**1. Premises and conventions.** A line of real impedance $Z_0$ ends in a series inductor $L$. Beyond it, $C_p$ and the source contact of a single-electron transistor shunt one node to ground, with drain and gates grounded at rf. Signals vary as $e^{i\omega t}$, $s=i\omega$, and amplitudes are peak values. At the line end $V=V_{in}+V_{out}$ and $Z_0I=V_{in}-V_{out}$, so $\Gamma=V_{out}/V_{in}=(Z-Z_0)/(Z+Z_0)$. Define $\omega_0=1/\sqrt{LC_p}$ and $Z_c=\sqrt{L/C_p}=\omega_0L=1/(\omega_0C_p)$. The premises are (a) lumped, lossless $L$ and $C_p$, (b) a linear transistor, (c) an instantaneous transistor, described by a real $G=1/R$.

**2. Which resistance.** With island energy $E_C(n-n_g)^2$, $E_C=e^2/2C_\Sigma$ and $k_BT\ll E_C$, two charge states matter, split by $\Delta=E_C(1-2n_g)=xk_BT$. The orthodox rate through junction $j$ for an energy cost $E$ is $\gamma_j(E)=E/\{e^2R_j[\exp(E/k_BT)-1]\}$. In equilibrium $p_0=1/(1+e^{-x})$, and the one-way flux is
$$A_j=p_0\gamma_j(\Delta)=\frac{k_BT}{e^2R_j}\frac{x}{2\sinh x},$$
because $(1+e^{-x})(e^x-1)=2\sinh x$.

Count carriers of charge $+e$, since the sign drops out of the admittance. A source voltage $v$ lifts the island by $\alpha v$, $\alpha=C_s/C_\Sigma$, so the cost of entry becomes $\Delta-e(1-\alpha)v$ from the source and $\Delta+e\alpha v$ from the drain. The net flux $p_0\gamma_j^\uparrow-p_1\gamma_j^\downarrow$ equals $A_j$ times the first-order change of $\ln(p_0\gamma_j^\uparrow/p_1\gamma_j^\downarrow)$, which detailed balance fixes. Put $g_j=e^2A_j/k_BT$ and $eu/k_BT=\delta\ln(p_1/p_0)$. The currents onto the island are
$$I_s=g_s[(1-\alpha)v-u],\qquad I_d=g_d[-\alpha v-u],\qquad I_s+I_d=i\omega C_tu,$$
with $C_t=e^2p_0p_1/k_BT$, because $\delta p_1=p_0p_1\,eu/k_BT$. The source lead also carries the image charge $-\alpha\,\delta Q$, so its current is $I_s-\alpha(I_s+I_d)$, apart from a geometric capacitance counted in $C_p$. Eliminating $u$ gives
$$Y=G+\frac{b^2}{g_s+g_d}\,\frac{i\omega\tau}{1+i\omega\tau},\qquad G=\frac{g_sg_d}{g_s+g_d}=\frac{x}{2(R_s+R_d)\sinh x},$$
with $b=(1-\alpha)g_s-\alpha g_d$ and $\tau=C_t/(g_s+g_d)$. Premise (c) therefore means $\omega\tau\ll1$. Since $p_0p_1\le1/4$ and $g_s+g_d\ge4G$, one has $\tau\le e^2R/16k_BT$, with equality for equal junctions at degeneracy. For equal junctions $Y=G[1+(1-2\alpha)^2i\omega\tau/(1+i\omega\tau)]$.

Premise (b) concerns the amplitude $V_d$ at the node. A high-$Q$ tank responds only to the fundamental of the current, so it sees $G_{\rm eff}=(\pi V_d)^{-1}\int_0^{2\pi}I(V_d\cos\theta)\cos\theta\,d\theta=G+I'''V_d^2/8+\dots$ at zero dc bias. This is the differential conductance only at small $V_d$. On a peak flank the rates vary on the scale $k_BT$, so $eV_d\lesssim k_BT$ is needed.

**3. The transformation is exact, slightly below $\omega_0$.** The load is
$$Z=i\omega L+\frac{R}{1+i\omega RC_p}=\frac{R}{1+\omega^2R^2C_p^2}+i\omega\left[L-\frac{R^2C_p}{1+\omega^2R^2C_p^2}\right].$$
The bracket vanishes when $1+\omega^2R^2C_p^2=R^2C_p/L$, that is at $\omega_r^2=\omega_0^2(1-Z_c^2/R^2)$, which requires $R>Z_c$. Inserting the same condition in the real part gives, with no approximation,
$$Z(\omega_r)=Z_{\rm eff}=\frac{L}{C_pR}=\frac{Z_c^2}{R},\qquad \Gamma(\omega_r)=\frac{Z_{\rm eff}-Z_0}{Z_{\rm eff}+Z_0}.$$
At $\omega_0$ itself, with $q=R/Z_c$, $Z=Z_c(q+i)/(1+q^2)$. The real part is $Z_{\rm eff}$ up to relative order $q^{-2}$, but a reactance of relative order $q^{-1}$ remains. Matching means $Z_c=\sqrt{RZ_0}$.

**4. The loaded $Q$ comes from the poles.** Multiply the numerator and denominator of $\Gamma$ by $(1+sRC_p)/(LRC_p)$:
$$\Gamma=\frac{s^2+(\kappa_i-\kappa_e)s+\omega_0^2(1-Z_0/R)}{s^2+(\kappa_i+\kappa_e)s+\omega_0^2(1+Z_0/R)},\qquad \kappa_e=\frac{Z_0}{L},\quad\kappa_i=\frac1{RC_p}.$$
The denominator $D(s)$ is that of a damped oscillator whose amplitude decays at $\kappa/2$ and whose energy decays at $\kappa=\kappa_e+\kappa_i$. Defining $Q=\omega_0/\kappa$,
$$\frac1Q=\frac{Z_0}{Z_c}+\frac{Z_c}{R}.$$
The line enters as a series loss and the transistor as a shunt loss, hence the opposite powers of $Z_c$. Since $\kappa_i/\kappa_e=Z_{\rm eff}/Z_0$, matching is critical coupling. It also minimises $1/Q$ over $Z_c$, giving $Q=\tfrac12\sqrt{R/Z_0}$. For $R\gg Z_c\gg Z_0$ and $\omega=\omega_0+\delta$, set $s^2+\omega_0^2\simeq-2\omega_0\delta$ and $s\simeq i\omega_0$ elsewhere, and drop $Z_0/R$:
$$\Gamma\simeq\frac{\kappa_i-\kappa_e+2i\delta}{\kappa+2i\delta}.$$
On resonance $\Gamma=-1$ in blockade, where $G=0$, and far from resonance $\Gamma\to+1$.

**5. What the full bandwidth is the width of.** The line acts as a source $2V_{in}$ behind $Z_0$. Voltage division gives $V_d=2V_{in}\omega_0^2/D(s)$, so $|V_d|\simeq2Q|V_{in}|$ on resonance. All absorbed power ends in $R$, so
$$1-|\Gamma|^2=\frac{|V_d|^2/2R}{|V_{in}|^2/2Z_0}=\frac{4\kappa_e\kappa_i\omega_0^2}{|D(i\omega)|^2}\simeq\frac{4\kappa_e\kappa_i}{\kappa^2+4\delta^2},$$
where $\kappa_e\kappa_i=\omega_0^2Z_0/R$ was used. The Lorentzian halves at $\delta=\pm\kappa/2$, so the full width at half maximum of the absorbed power is $\Delta f=\kappa/2\pi=f_0/Q$. At matching $\kappa=2\kappa_i$ and
$$\Delta f=\frac{1}{\pi RC_p}.$$
The correction follows from the exact form. With $\epsilon=Z_0/R$ and $y=\omega^2/\omega_0^2$, matching gives $\kappa^2=4\epsilon\omega_0^2$ and $|D|^2/\omega_0^4=(1+\epsilon-y)^2+4\epsilon y=(y-1+\epsilon)^2+4\epsilon$. The half points are $y=1-\epsilon\pm2\sqrt\epsilon$, and expanding the square roots gives $\Delta\omega=\kappa(1+\epsilon+\dots)$. The matched width does not contain $L$, because matching has tied $L$ to $RZ_0C_p$.

**6. The signal bandwidth is half of it.** Write the node voltage as ${\rm Re}[a(t)e^{i\omega_0t}]$. Near resonance $V_d=-i\omega_0V_{in}/(\kappa/2+i\delta)$, equivalent to $\dot a=-\tfrac{\kappa}{2}a-i\omega_0V_{in}$. A modulation $\delta G\,e^{i\Omega t}$ changes $\kappa$ by $\delta G/C_p$, and to first order $\delta a=-a_0(\delta G/2C_p)/(\kappa/2+i\Omega)$. The output follows $a$ through $V_{out}=V_{in}-Z_0I$ with $I\simeq i\omega_0C_pa$. The demodulated power thus falls by 3 dB at $\Omega=\kappa/2$, or $f_{3\rm dB}=\Delta f/2$, since both sidebands must fit within the full width. At matching the amplitude time constant $2/\kappa$ is $RC_p$, and the 10–90 % rise time is $RC_p\ln9$. After a large step the final $\kappa$ governs, so a matched tank settles into blockade, where $\kappa=\kappa_e$, twice as slowly.

**7. Why match, and what it costs.** On resonance $d\Gamma/dG=2Z_c^2Z_0/(Z_c^2G+Z_0)^2$. At fixed $V_{in}$ this is largest at $Z_c^2G=Z_0$, where $\delta\Gamma=\delta G/2G$. The practical constraint is fixed $V_d$ (comment 2). With $|V_{in}|=|V_d|/2Q$ and $1/Q=(Z_0+Z_c^2G)/Z_c$,
$$|\delta V_{out}|=|V_d|\,\frac{Z_cZ_0}{Z_c^2G+Z_0}\,\delta G,$$
again largest at matching, where the factor is $\tfrac12\sqrt{RZ_0}$. With $m=Z_{\rm eff}/Z_0$ and fixed $R$ and $C_p$, the signal relative to matching is $2\sqrt m/(1+m)$ and the relative width is $(1+1/m)/2$. The maximum is flat, so overcoupling ($m<1$) buys speed cheaply. This ranks circuits correctly when the following amplifier dominates the noise.

**8. No lossless network does better in the integral sense.** Using $\int_{-\infty}^\infty\ln[(A^2+\delta^2)/(B^2+\delta^2)]\,d\delta=2\pi(A-B)$ for $A,B\ge0$ on the Lorentzian form gives $\int\ln(1/|\Gamma|)\,d\omega=\tfrac{\pi}{2}(\kappa-|\kappa_i-\kappa_e|)=\pi\min(\kappa_i,\kappa_e)$. The Bode–Fano bound for a parallel $RC$ load is $\pi/RC_p$, which the tank reaches for $m\le1$. More elements can reshape the dip but cannot enlarge this area.

**9. Range of validity.**

- *Circuit.* $\omega_r$, $Z_{\rm eff}$ and $\kappa$ are exact within the premises. The Lorentzian needs $R\gg Z_c\gg Z_0$.
- *Tank loss.* A series resistance $r$ adds $r/L$ to $\kappa$. With $Q_0=Z_c/r$, $1/Q$ gains $1/Q_0$ and matching becomes $Z_{\rm eff}+Z_c/Q_0=Z_0$. Neglect needs $Q_0\gg R/Z_c$.
- *Bridging capacitance.* Let a part $C_b$ of the total $C_p$ lie across $L$, leaving $C_p-C_b$ to ground. The reactance $X=\omega L/(1-\omega^2LC_b)-1/[\omega(C_p-C_b)]$ still vanishes at $\omega_0$, with slope $2L/\beta^2$, $\beta=1-C_b/C_p$. The real part there is $1/[\omega_0^2(C_p-C_b)^2R]=Z_{\rm eff}/\beta^2$ for large $q$. Dividing by the effective inductance $L/\beta^2$ leaves $\kappa_i$ unchanged and gives $\kappa_e=\beta^2Z_0/L$. Matching moves, while the matched width does not.
- *Lead loss.* A channel resistance $R_l$ feeding a capacitance $C_l$ to a grounded gate adds the shunt conductance $G_l=\omega^2C_l^2R_l/(1+\omega^2C_l^2R_l^2)$, for $R_l\ll R$.
- *Transistor.* $\omega_0\tau\ll1$, $\hbar\omega_0\ll k_BT\ll E_C$, $eV_d\lesssim k_BT$ and $R_j\gg h/e^2$. The form $x/\sinh x$ needs a level spacing below $k_BT$. The structure of $Y$ and the bound on $\tau$ use only two states and detailed balance, so they survive for a single non-degenerate level.

**10. Si MOS sensor with a Nb spiral.** Assumed inputs are $Z_0=50\ \Omega$, $R=500$ kΩ at degeneracy with equal junctions, and $C_p=0.20$ pF, chosen as typical of a wire-bonded spiral. A disc of radius $a$ has $8\varepsilon_0a$ in vacuum. On a dielectric half-space the same potential solves the problem, because the normal field vanishes on the surface outside the disc, so $C=4\varepsilon_0(1+\varepsilon_r)a$. With the typical $\varepsilon_r\approx11.7$ of Si and an insulating substrate, a pad of 50 µm radius gives 22 fF. An equipotential disc of 0.3 mm radius, a scale for a spiral footprint on Si, gives 135 fF. Spiral and wiring, not the pad, set $C_p$.

| | matched | $L=1.0$ µH |
|---|---|---|
| $L$ (µH) | 5.0 | 1.0 |
| $Z_c$ (kΩ) | 5.00 | 2.24 |
| $f_0$ (MHz) | 159 | 356 |
| $Z_{\rm eff}$ (Ω) | 50 | 10 |
| $\Gamma(\omega_r)$ | 0.00 | −0.67 |
| $Q$ | 50 | 37 |
| $\Delta f$ (MHz) | 3.18 | 9.55 |
| 10–90 % rise (ns) | 220 | 73 |
| relative signal | 1 | 0.745 |

In the matched column $f_{3\rm dB}=1.59$ MHz, $RC_p=100$ ns and $\epsilon=1.0\times10^{-4}$. The true match lies 8.0 kHz below $f_0$, and $|\Gamma(\omega_0)|=0.0050$.

Take a $100\times100$ nm² island under 10 nm of SiO₂ (typical $\varepsilon_r\approx3.9$, hence 3.45 fF/µm²) and $\alpha=0.1$ for each junction. Then $C_\Sigma=43$ aF, $E_C=1.9$ meV and $R_j=R/4=125$ kΩ $=4.8\,h/e^2$, which is only moderately large. At 1 K, $k_BT=86$ µeV and $\hbar\omega_0=0.66$ µeV, and $V_d=k_BT/e$ corresponds to $P_{in}=V_d^2/2R=-111$ dBm. The mean level spacing for area $S$, two spins, two valleys and a typical $m^*\approx0.19\,m_e$ is $\pi\hbar^2/2m^*S=63$ µeV. The island is marginally metallic at 1 K and not at 0.1 K.

The neglected terms compare as follows. At 1 K, $\omega_0\tau=0.058$ and $Y/G=1.002+0.037i$. At 0.1 K and the same $R$, $\omega_0\tau=0.58$ and $Y/G=1.16+0.28i$, so premise (c) fails. An assumed $Q_0=1000$ for the Nb spiral adds 5 Ω and widens the dip by 5 %, whereas $Q_0=50$, typical of a wound copper chip inductor, adds 100 Ω, twice $Z_{\rm eff}$. A bridging fraction of 0.1 raises $Z_{\rm eff}$ by a factor 1.23. Lead loss is the serious rival. Assumed values $R_l=5$ kΩ and $C_l=20$ fF, the latter 5.8 µm² of the same gate oxide and counted within $C_p$, give $G_l=1.98$ µS beside $G=2.00$ µS. Then $\Gamma=0.33$ and $\Delta f=4.8$ MHz.

The model's matched width is thus about 3 MHz at about 160 MHz. Typical Nb spirals are nearer 0.1–1 µH than 5 µH, so real sensors of this resistance on a plain series tank tend to be overcoupled and also carry lead loss. Their widths then exceed the matched lossless figure, by factors of about 1.5 for the lead loss above and 3.0 for the 1 µH column.